The magnetisability is the magnetic moment that a field induces in a molecule, divided by the field. The molar susceptibility is the same response per mole, and its negative sign means that the moment opposes the field. Both were calculated here for arsine, AsH₃, with one density functional at one fixed geometry, so that only the basis set changes from row to row.

Arsine, AsH₃, calculated with PySCF 2.14.0 using B3LYP, density fitting and gauge-including atomic orbitals (GIAO), non-relativistically and in the gas phase. All rows share one geometry, optimised with PBE0-D3(BJ)/def2-SVP. The anisotropy is the square root of half the summed squared differences of the principal values, and the susceptibility is molar.

```tsv
level	magnetisability (1e-30 J/T^2)	magnetisability anisotropy (1e-30 J/T^2)	susceptibility (1e-6 cm^3/mol)
B3LYP/pcseg-1	-607.5	44.10	-36.58
B3LYP/aug-cc-pVDZ	-607.1	44.90	-36.56
B3LYP/6-311G(d,p)	-602.9	45.70	-36.31
B3LYP/ANO-RCC-VDZP	-602.6	46.10	-36.29
B3LYP/pcSseg-2	-602.0	45.80	-36.25
B3LYP/def2-SVPD	-602.0	44.70	-36.26
B3LYP/pcSseg-3	-600.9	44.80	-36.19
B3LYP/6-31G(d)	-596.6	45.30	-35.93
B3LYP/3-21G	-595.9	45.60	-35.88
B3LYP/def2-SVP	-593.9	43.30	-35.76
```

**What to remember**

In these calculations arsine has a susceptibility of about −36 × 10⁻⁶ cm³/mol, the unit used below. This is the remainder of two larger parts: a diamagnetic one near −55 and a paramagnetic one near +19, taken about the centre of mass. The choice of basis set moves the sum by only about 2%. A hand estimate therefore has to get the two parts right, and can leave the basis set aside.

**Why the two parts partly cancel**

The simplest comparison is a single hydrogen atom viewed from an origin at distance R. Its diamagnetic part grows with R², because that part counts how far the electron is from the origin. An equal paramagnetic part removes the growth, since moving the origin cannot change the atom's response. The comparison is exact for a free spherical atom and only approximate in a molecule, where bonding distorts the cloud.

The same cancellation can be seen in rotation. If neutral atoms carry their electrons with them as the molecule turns, electronic and nuclear currents nearly cancel and the rotational magnetic moment is small. Theory ties the paramagnetic part to this moment. When the moment is small, that part is fixed almost entirely by where the nuclei are.

**The rule**

χ ≈ −k (Q − S), with k = 0.79

Here χ is the susceptibility and Q is the sum of the mean square distances of all electrons from the centre of mass, in square bohr. S is the corresponding sum over the nuclei, each weighted by its charge. The difference Q − S measures roughly how large the atoms are about their own nuclei. A longer bond raises Q and S together and changes little, whereas a more extended valence cloud raises Q alone and makes χ more negative.

S needs only a ruler. Three hydrogens at 1.525 Å, or 2.9 bohr, give about 25 square bohr measured from arsenic. Measured from the centre of mass, which lies close to arsenic, the sum is 24.4. For Q, remember 70 square bohr.

**Two rows worked**

For pcSseg-3, the largest basis set, the calculated diamagnetic part corresponds to Q = 70.2. The rule gives −0.792 × (70.20 − 24.44) ≈ −36.24, against a computed −36.19. This row also supplied the remembered value of 70, so the agreement tests the geometric term S and not Q.

For pcseg-1 the electron cloud has almost the same size, Q = 70.0, and the rule gives −0.792 × (70.0 − 24.4) ≈ −36.1. The computed value is −36.6, about 1% more negative. The cloud is not to blame: this row has the smallest paramagnetic part of the table, so less of the diamagnetism is cancelled. Perhaps the basis set gives the orbitals too little freedom to respond to the field. Small size alone cannot be the reason, however, since the smaller 3-21G set has the largest paramagnetic part.

**How good it is**

With Q = 70 for every row, the rule stays within 1.4% of each computed susceptibility. That is the accuracy of one calibrated constant for one molecule, and no forecast for another. Giving each row its own Q does not improve the typical miss, and the resulting order hardly resembles the computed one. The paramagnetic part varies between basis sets about as much as the diamagnetic part does, and the rule holds it fixed.

Two rows show how the parts combine. def2-SVP gives the least negative susceptibility because its diamagnetic part is weak while its paramagnetic part is not. The diamagnetic part alone does not settle the order: it is weaker still for 6-31G(d), where a smaller paramagnetic part leaves a more negative total. Adding diffuse functions to def2-SVP, as in def2-SVPD, strengthens the diamagnetic part, weakens the paramagnetic part by a similar amount, and so shifts the total by −0.5. 3-21G has the largest diamagnetic and the largest paramagnetic part, and the two excesses partly offset each other. That its total lies within 1% of the pcSseg-3 value is therefore no sign of a good basis set.

The geometric term also profits from some cancellation. Compared with pcSseg-3, it is 0.3 too large for a field across the threefold axis and 0.7 too small along it, and the average over the three directions nearly removes both errors. For 6-311G(d,p), the calculated rotational moments show the corresponding deviations in another form: the electrons do not follow the nuclei perfectly. This is no independent test, because theory ties these moments to the paramagnetic part. The rule should therefore be used for the average and not for the magnetisability anisotropy, which measures the spread of the response over the three principal directions.

**When Q has to be found by hand**

Slater's screening rules for arsenic, together with three free hydrogen atoms, give Q ≈ 79, which is 12% above the pcSseg-3 value. Because S is then subtracted, the error grows to 19% in the susceptibility. The outermost electrons supply most of the atoms' own size, since distance enters squared. The excess may come from Slater's orbitals, which can make the arsenic atom too wide, or from the contraction of the hydrogen clouds on bonding. The numbers here do not separate the two.

Two quicker recipes bracket the pcSseg-3 result. Pascal's increments, with roughly recalled values of −21 for arsenic and −2.9 for each hydrogen, give −29.7, which is 18% too small in size. Half the molar mass with a minus sign gives −39, which is 8% too large. One molecule cannot show which recipe is better in general. From these misses, an uncalibrated estimate deserves an allowance of at least a fifth.

**Where to stop**

Use the rule to check the sign, the unit and the order of magnitude of a calculation, and never to choose between basis sets. It suits closed-shell molecules whose electrons stay with their atoms. Ring currents or low-lying excitations that couple to the field break the assumption behind S. All rows also share one approximate functional and leave out relativity and molecular vibration, so close agreement among them is not equal accuracy for real arsine. The ANO-RCC-VDZP row even combines a relativistically contracted basis set with a non-relativistic calculation, and its ordinary value does not justify that mismatch.

Arsine supplies arsenic for growing gallium arsenide and for doping silicon. A basis-set scatter of 2% in its weak diamagnetism has no direct bearing on either process. The printed analysis that follows compares the rule, with a common Q and with each row's own Q, with all ten rows.

Output of the analysis:

```
Parts and estimate (1e-6 cm^3/mol, Q in square bohr):
                 row  computed  diamagnetic  paramagnetic      Q  estimate with own Q     miss  miss with Q 70
       B3LYP/pcseg-1    -36.58       -55.47         18.89  70.03               -36.11    0.472          0.4963
   B3LYP/aug-cc-pVDZ    -36.56        -55.6         19.04   70.2               -36.24   0.3207          0.4763
   B3LYP/6-311G(d,p)    -36.31       -55.55         19.24  70.13               -36.19   0.1213          0.2263
  B3LYP/ANO-RCC-VDZP    -36.29       -55.44         19.15     70               -36.08   0.2053          0.2063
      B3LYP/pcSseg-2    -36.25        -55.6         19.35  70.21               -36.25    0.003          0.1663
     B3LYP/def2-SVPD    -36.26       -55.36          19.1  69.89                  -36     0.26          0.1763
      B3LYP/pcSseg-3    -36.19        -55.6         19.41   70.2               -36.24   -0.049          0.1063
      B3LYP/6-31G(d)    -35.93       -54.88         18.95  69.29               -35.52   0.4067         -0.1537
         B3LYP/3-21G    -35.88       -55.78          19.9  70.43               -36.43  -0.5457         -0.2037
      B3LYP/def2-SVP    -35.76       -55.08         19.32  69.54               -35.72    0.042         -0.3237
Langevin constant k (1e-6 cm^3/mol per square bohr): 0.792
As-H distance (angstrom): 1.525
Nuclear sum S (square bohr): 24.44
Paramagnetic part from geometry, average (1e-6 cm^3/mol): 19.36
The same along a, and less the pcSseg-3 value 18.558 (1e-6 cm^3/mol): 18.84, 0.2841
The same along c, and less the pcSseg-3 value 21.109 (1e-6 cm^3/mol): 20.39, -0.7212
6-311G(d,p) paramagnetic part along a and c using its g factors (outputs give 18.385 and 20.947): 18.38, 20.91
Estimate with Q 70 (1e-6 cm^3/mol; then 1e-30 J/T^2): -36.08, -599.2
Rms miss with own Q, with Q 70 (1e-6 cm^3/mol): 0.3029, 0.284
Largest miss with own Q, with Q 70 (percent): 1.521, 1.357
Rank correlation of own-Q estimate with computed value: 0.1394
Slater estimate of Q, and its excess over pcSseg-3 (square bohr; percent): 78.88, 12.37
Slater estimate of susceptibility, and excess in size over pcSseg-3 (1e-6 cm^3/mol; percent): -43.12, 19.15
Pascal estimate, and excess in size over pcSseg-3 (1e-6 cm^3/mol; percent): -29.7, -17.93
Half-molar-mass estimate, and excess in size over pcSseg-3 (1e-6 cm^3/mol; percent): -38.97, 7.687
Spread of the table (1e-6 cm^3/mol; percent of pcSseg-3): 0.82, 2.266
```
